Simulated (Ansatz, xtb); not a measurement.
C6H6BrP: which of two isomers lies lower

We compare X, `CC1=PC=CC=C1Br`, a singlet, with Y, `CC1=CP=C(Br)C=C1`, a singlet. Both are isolated molecules in the gas phase, relaxed with PBE-D3(BJ)/def2-SVP.

Estimate E(Y) − E(X) at the level CCSD(T)/def2-SVP + ΔMP2/def2-TZVPP.

Not settled: CCSD(T)/def2-SVP + ΔMP2/def2-TZVPP gives E(Y) − E(X) = +1.01 kcal/mol, but this leans on the basis-set step: CCSD(T) alone gives +0.79 kcal/mol.

How the difference moves with the method:

```
                             level             geometry  E(Y) − E(X) (kcal/mol)  departure from the last row (kcal/mol)  job, with rough time for the two
                          GFN2-xTB             GFN2-xTB                     +1.22                                   +0.21              optimisation, 0.14 s
                         HF/STO-3G             GFN2-xTB                     −1.66                                   −2.67               single point, 0.5 s
                r2SCAN-D4/def2-SVP             GFN2-xTB                     +1.74                                   +0.73               single point, 2.5 s
               PBE-D3(BJ)/def2-SVP  PBE-D3(BJ)/def2-SVP                     +1.57                                   +0.56                optimisation, 11 s
                       HF/def2-SVP  PBE-D3(BJ)/def2-SVP                     −0.18                                   −1.19           part of the CCSD(T) run
                      MP2/def2-SVP  PBE-D3(BJ)/def2-SVP                     +1.19                                   +0.18           part of the CCSD(T) run
                  CCSD(T)/def2-SVP  PBE-D3(BJ)/def2-SVP                     +0.79                                   −0.22                      single point
CCSD(T)/def2-SVP + ΔMP2/def2-TZVPP  PBE-D3(BJ)/def2-SVP                     +1.01                                                        single point, 57 s
```

As drawn, both hold the same kinds of bond in the same numbers.

HF/STO-3G puts the two in the other order. HF/def2-SVP finds them nearly level. The largest departure from CCSD(T)/def2-SVP + ΔMP2/def2-TZVPP is that of HF/STO-3G, 2.67 kcal/mol. A small imaginary or near-zero mode remains, so no thermal terms are given. The last row adds to CCSD(T) the change of the MP2 difference between the two basis sets, here +0.22 kcal/mol.

The correlated steps freeze 20 core orbitals; the filled d shell of Br is correlated, in a basis made for valence electrons. Programs: Ansatz 0.2.0, xtb 6.7.1; the last row on 4 threads of Intel(R) Xeon(R) 6975P-C (Granite Rapids) on a shared host.

The two molecules are ring-position isomers of a bromomethylphosphinine. X carries methyl next to phosphorus with bromine on the adjacent carbon, while Y has bromine next to phosphorus and methyl para to it. The calculations lean towards X, but only slightly, as expected when the aromatic ring and the bond types are retained.

Both Hartree–Fock rows lean towards Y, whereas all the others favour X. At the same geometry and in the same basis, the difference moves from −0.18 to +1.19 kcal/mol on going from HF to MP2, and CCSD(T) keeps only part of that shift. Correlation therefore sets the preference. A plausible source is dispersion between the neighbouring methyl and bromine in X, which offsets some of their steric repulsion; different polarisation of the C–P π system may also contribute.

That X is competitive despite its ortho crowding suggests a compensating electronic preference for its substituent positions relative to phosphorus, but two isomers alone cannot separate this from the direct methyl–bromine interaction.
